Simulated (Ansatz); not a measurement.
# BaTiO₃: pressure and largest V_zz against volume scale

Periodic Kohn-Sham DFT of a crystal at fixed atoms, scaled to volume_scale times the given cell; pressure positive in compression, energy less spherical unpolarised free atoms, largest_vzz the field gradient of largest size among the nuclei. The results are calculated, by Ansatz 0.2.0.

The cell before it is scaled or strained (space group P4/mmm, No. 123):
```
cell vectors (Å)
   3.9998     0.0000     0.0000
   0.0000     3.9998     0.0000
   0.0000     0.0000     4.0180
atoms (fractions of the cell vectors)
Ba  0.00000  0.00000  0.00000
Ti  0.50000  0.50000  0.50000
O   0.50000  0.50000  0.00000
O   0.50000  0.00000  0.50000
O   0.00000  0.50000  0.50000
```

Settings of every row: method all-electron PAW; functional PBEsol; relativity scalar; k mesh 7x7x7; filling fermi-dirac; smearing width 0.03 eV; nucleus gaussian.

Atom start moment: 0 on all atoms.

Limits: field gradient without spin-orbit coupling on heavy atoms; no spin-orbit coupling on heavy atoms.

```
row  volume scale  V (Å³/atom)  pressure (GPa)  largest V_zz (1e21 V/m^2)
  1          0.94       12.085           6.785                      1.905
  2          0.96       12.342           2.562                      2.089
  3          0.98       12.599           -1.21                      2.267
  4          0.99       12.728          -2.941                      2.354
  5             1       12.856               ?                          ?
  6          1.01       12.985          -6.123                      2.523
  7          1.02       13.113          -7.584                      2.605
  8          1.04       13.371         -10.266                      2.767
  9          1.06       13.628         -12.659                      2.923
```

Question: what pressure and largest V_zz should row 5 give?

Worked fit of pressure. Take u = (V_r/V)^(2/3) − 1 with V_r = 12.857 Å³ an atom, which is twice the finite (Eulerian) strain; such expansions in the strain, on which the Birch-Murnaghan equation of state is built, carry the rest volume and the bulk modulus. The shown rows have u = 0.04215, 0.02763, 0.01361, 0.00675, -0.00658, -0.01306, -0.02579, -0.03808. Least squares give pressure = −4.5868 + 238.414 × u + 718.21 × u² + 622 × u³ GPa; a parabola predicts inner rows, each left out in turn, worse (root mean square 0.011 against 0.0044 GPa). The rows lie off it by 0.000, 0.000, -0.003, 0.004, 0.002, -0.005, 0.002, -0.001 (root mean square 0.0027 GPa). The pressure vanishes at u = 0.0182, or V = 12.51 Å³ an atom, and there the bulk modulus at fixed shape and fractions is B = −V dP/dV = (2/3)(1 + u) dP/du = 180 GPa. Letting shape and atoms relax would as a rule lower it, by much in layered, chain or molecular crystals. The withheld row has u = 5e-05, so the fit gives −4.5868 + 238.414 × (5e-05) + 718.21 × (5e-05)² + 622 × (5e-05)³ = -4.575 GPa.

The calculation gave -4.577 GPa. The fit lies 0.002 GPa (0.01 % of the column's range) above it; its largest miss of a shown row is 0.005 GPa.

Worked fit of largest V_zz. Take t = volume scale − 1. The shown rows have t = -0.06, -0.04, -0.02, -0.01, 0.01, 0.02, 0.04, 0.06. Least squares give largest V_zz = 2.439 + 8.478 × t − 6.95 × t² 1e21 V/m^2; a straight line predicts inner rows, each left out in turn, worse (root mean square 0.0079 against 0.00054 1e21 V/m^2). The rows lie off it by 0.000, 0.000, 0.000, 0.000, 0.000, -0.001, 0.000, 0.000. The withheld row has t = 0, so the fit gives 2.439 + 8.478 × (0) − 6.95 × (0)² = 2.439 1e21 V/m^2.

The calculation gave 2.439 1e21 V/m^2. The fit meets it to the printed digit.
